In the linear anion OCP⁻, the three excited states whose hole and electron overlap most absorb no light, while the two with about half that overlap do. The reason is symmetry: overlap measures whether hole and electron occupy the same space, whereas absorption depends on the signs of their orbitals. The same symmetry arranges the five states into one single level and two degenerate pairs. The break between states 3 and 4 is therefore a change in the kind of excitation.

The five lowest singlet excited states of the linear anion OCP⁻ (charge −1, singlet ground state), computed with PySCF 2.14.0 using linear-response wB97X/def2-SVPD in the Tamm–Dancoff approximation at the GFN2-xTB geometry. The excitations are analysed with natural transition orbitals, whose pairs define the leading pair weight, and unrelaxed difference densities.

```
row  excitation energy (eV)  oscillator strength  leading pair weight  hole electron distance (Å)  hole electron overlap
  1                   4.255                0.000                0.500                       0.062                  0.820
  2                   4.525                0.000                0.500                       0.046                  0.814
  3                   4.525                0.000                0.500                       0.046                  0.814
  4                   4.963                0.054                0.996                       0.530                  0.426
  5                   4.963                0.054                0.996                       0.530                  0.426
```

The excitation energies come from time-dependent density functional theory with a range-separated functional. The hole is the distribution that the excited electron leaves behind, and the electron is the distribution that it enters. Their overlap would be 1 if the two distributions coincided. The oscillator strength measures how strongly light drives the transition, and the leading pair weight is the share of the excitation carried by its most important pair of hole and electron orbitals.

All five excitations start from the highest filled orbitals, a degenerate pair of π orbitals. If φ is the angle around the molecular axis, one member of the pair varies as cos φ and the other as sin φ. The empty π* orbitals form a pair of the same kind. Let a and b stand for the parts of the π and π* orbitals that do not depend on φ. What light acts on is the transition density, the product of the hole orbital and the electron orbital, summed with its signs over all pairs that take part.

State 1 combines the two crossed excitations, from the cosine orbital to the sine orbital and the reverse, with opposite signs. Its transition density is

(ab/√2)(cos φ sin φ − sin φ cos φ) = 0

The two contributions cancel at every point in space, not merely on average. This is a Σ⁻ state: it is unchanged by rotation about the axis, but changes sign on reflection in any plane that contains the axis. Since every point lies in such a plane, the transition density must vanish everywhere, however many orbitals mix.

With a plus sign between the crossed excitations, the result is

(ab/√2)(cos φ sin φ + sin φ cos φ) = (ab/√2) sin 2φ

This density has four lobes of alternating sign around the axis. It does not vanish, but it has no dipole. Opposite lobes carry the same sign, which rules out a dipole across the axis, and neighbouring lobes carry opposite signs, which rules out one along it. A partner that varies as cos 2φ has the same energy, and together they form the Δ pair, states 2 and 3. They are as dark as state 1, for a different reason.

In states 4 and 5 the electron enters an orbital of σ type, which does not vary around the axis. The transition density then keeps the single cos φ or sin φ of the hole, positive on one side of the molecule and negative on the other. That is a dipole across the axis, so light polarised in that direction can drive the transition. The two directions across the axis are equivalent, which makes this a degenerate Π pair. Its absorption is modest, with a summed oscillator strength of about 0.11.

The leading pair weights follow from the same counting, with nothing fitted. In the Σ⁻ and Δ states two orbital pairs enter with amplitudes of equal size, 1/√2 each, so each carries a weight of

(1/√2)² = 1/2

A Π state needs only one pair, and its weight should be close to 1. The calculation gives 0.500 for the first three states and 0.996 for the last two, as the output after the text sets out. The agreement fits the assignment of the states, but the weights alone cannot tell Σ⁻ from Δ, which the degeneracy does, and they say nothing about the accuracy of the energies. Nor is a weight of one half a sign of a troubled calculation; it is what two degenerate shells require.

The overlap now loses its mystery. The π and π* orbitals surround the same atoms, so their distributions largely coincide and the overlap is about 0.82. The σ-type orbital is much more diffuse: the electron's extent is 2.78 Å in the Π states, against 1.84 to 1.88 Å in the others. Most of that electron lies where the hole is thin, and the overlap drops to 0.43. A small overlap with one sign pattern can thus absorb light when a large overlap with another cannot.

Symmetry fixes the pairs, but the order of the levels depends on how the electrons interact. The Δ level lies 0.27 eV above the Σ⁻ level, although both use the same orbitals. Theory offers two opposing contributions. The lobes of the Δ transition density interact with one another and raise its energy, a cost that the Σ⁻ state escapes because its transition density is zero. An exchange term favours Δ, and the computed order implies that it is the weaker of the two.

The Π level is more surprising. Its electron enters the lowest empty orbital, yet the level lies above three states whose electron enters the higher π* orbitals. The solution is that an excitation energy is not an orbital gap. With this kind of functional, a distant electron in an empty orbital feels the full charge of the anion, whereas an excited electron has left a hole behind and is attracted by it. The Π states lie 4.8 eV below the gap between the highest filled and lowest empty orbitals, and state 1 lies at least 5.5 eV below its own, larger gap. A compact π* electron stays closer to the hole, which fits the stronger lowering, though the calculation does not separate this attraction from the other interactions.

A limiting case shows how far these energies can be trusted. If the electron is carried far away, its attraction to the hole fades and the excitation becomes detachment. The energy of the highest filled orbital puts that threshold near 2.3 eV, and all five states lie above it, by 1.9 to 2.6 eV. On this estimate they are not bound states: a real electron could escape sooner or later, whereas in the calculation the finite set of basis functions keeps it from leaving.

This matters most for the Π pair. The compact states 1 to 3 may approximate resonances, in which the electron lingers on the molecule before it leaves. The diffuse states 4 and 5 may be little more than pieces of the continuum, shaped by the outermost basis functions. More diffuse functions could move them considerably, so their place above the Δ level is a result for this basis rather than an established property of the anion. The symmetry argument for their brightness does not depend on that place.

The hole–electron distance, the separation between the centres of the two distributions, tempts one to a different story. It rises from about 0.05 Å in the Δ states to 0.53 Å in the Π states, with the electron displaced towards oxygen. Since the hole sits mainly on phosphorus, this looks like the onset of charge transfer from one end to the other. That idea can be tested by placing each atom's share of the hole and of the electron at its nucleus and computing the distance between the two centres.

The test gives 0.26 to 0.27 Å for the first three states and 0.30 Å for the last two. It is too large for the former, too small for the latter, and almost blind to the jump between them. Transfer between atoms therefore does not account for the jump, although atomic shares are themselves somewhat arbitrary when the orbitals are diffuse. More probably, the diffuse electron cloud spreads further towards the oxygen side than shares placed at the nuclei can show. The jump in distance then records the shape of that cloud more than a movement of charge from atom to atom.

For another linear molecule with filled π orbitals, the same reasoning starts with the variation around the axis. A transition density that varies as cos 2φ is dark, one that varies as cos φ can absorb light polarised across the axis, and a Σ⁻ excitation is dark whatever its overlap. If the molecule has a centre of symmetry, an excitation must also change parity under inversion to be bright. The remaining combination of π and π*, the Σ⁺ state, has a transition density with no variation around the axis and may absorb light polarised along it, so π→π* excitations are not dark as a class. Bending the molecule removes the rotational symmetry on which these rules rest. The degenerate pairs may then split, and the dark states can gain some intensity.

Output of the analysis:

```
Leading weight from counting equivalent pairs:
  row  predicted  computed   miss
    1        0.5       0.5      0
    2        0.5       0.5      0
    3        0.5       0.5      0
    4          1     0.996  0.004
    5          1     0.996  0.004
Hole-electron distance in angstrom:
  row  from atomic shares  computed     miss
    1              0.2667     0.062   0.2047
    2              0.2587     0.046   0.2127
    3              0.2587     0.046   0.2127
    4              0.3029      0.53  -0.2271
    5              0.3029      0.53  -0.2271
Energies in eV:
  row  above estimated detachment threshold  below HOMO-LUMO gap
    1                                  1.91                5.515
    2                                  2.18                5.245
    3                                  2.18                5.245
    4                                 2.618                4.807
    5                                 2.618                4.807
Delta level above Sigma-minus level (eV): 0.27
Pi level above Delta level (eV): 0.438
HOMO-LUMO gap (eV): 9.77
Mean overlap of dark rows over that of bright rows (ratio): 1.915
Electron extent of Pi rows over that of Delta rows (ratio): 1.479
Hole-electron distance of Pi rows over that of row 1 (ratio): 8.548
Summed oscillator strength of the Pi pair: 0.108
Oscillator strength of one Pi row from its dipole, by definition: 0.05393
```
